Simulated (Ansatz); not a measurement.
# MoS2: energy above lowest point against volume scale

Results calculated with Ansatz 0.2.0, not measured. Free energy against uniform scaling of the volume at fixed shape and fractions; periodic cell, basis, potentials, k mesh and filling as listed.

The cell before it is scaled or strained (space group P-3m1, No. 164):
```
cell vectors (Å)
   3.2275     0.0000     0.0000
  -1.6137     2.7951     0.0000
   0.0000     0.0000     6.3125
atoms (fractions of the cell vectors)
Mo  0.00000  0.00000  0.50000
S   0.33333  0.66667  0.25532
S   0.66667  0.33333  0.74468
```

Settings of every row: functional PBEsol; dispersion none; potentials all-electron LAPW; k mesh 10x10x5; k shift 0x0x0; occupations fermi dirac; smearing width 0.1 eV; spin none; basis error target 0.0005 eV/atom.

Limits: a layered crystal: even scaling strains the bonds within the layers, so this curve is stiffer than the crystal under pressure; coarse k mesh, up to 40 meV an atom off; the cell comes from a prototype or a list of computed structures and needn't be the stable phase.

| row | volume scale | V (Å³/atom) | energy above lowest point (meV/atom) |
| --- | --- | --- | --- |
| 1 | 0.92 | 17.464 | 27.4 |
| 2 | 0.96 | 18.223 | 0 |
| 3 | 1 | 18.982 | 2.7 |
| 4 | 1.04 | 19.741 | ? |
| 5 | 1.08 | 20.501 | 75.4 |

Question: what energy above lowest point should row 4 give?

Worked fit of energy above lowest point. Take u = (V_r/V)^(2/3) − 1 with V_r = 18.602 Å³ an atom, which is twice the finite (Eulerian) strain; such expansions in the strain, on which the Birch-Murnaghan equation of state is built, carry the rest volume and the bulk modulus. The shown rows have u = 0.04298, 0.01382, -0.01339, -0.06275. Least squares give energy above lowest point = −1.97 − 96.6 × u + 18115 × u² meV/atom; a straight line predicts inner rows, each left out in turn, worse (root mean square 32 against 0.32 meV/atom). The rows lie off it by 0.1, -0.2, 0.1, 0.0. Its lowest point lies at u = 0.0027, or V = 18.53 Å³ an atom, and the curvature there gives the bulk modulus at fixed shape and fractions, B = (4/9)(1 + u)² E″(u)/V = 140 GPa. Letting shape and atoms relax would as a rule lower it, by much in layered, chain or molecular crystals. The withheld row has u = -0.03884, so the fit gives −1.97 − 96.6 × (-0.03884) + 18115 × (-0.03884)² = 29.1 meV/atom.

The calculation gave 29.4 meV/atom. The fit lies 0.3 meV/atom (1 % of the value, 0.4 % of the column's range) below it; its largest miss of a shown row is 0.2 meV/atom.
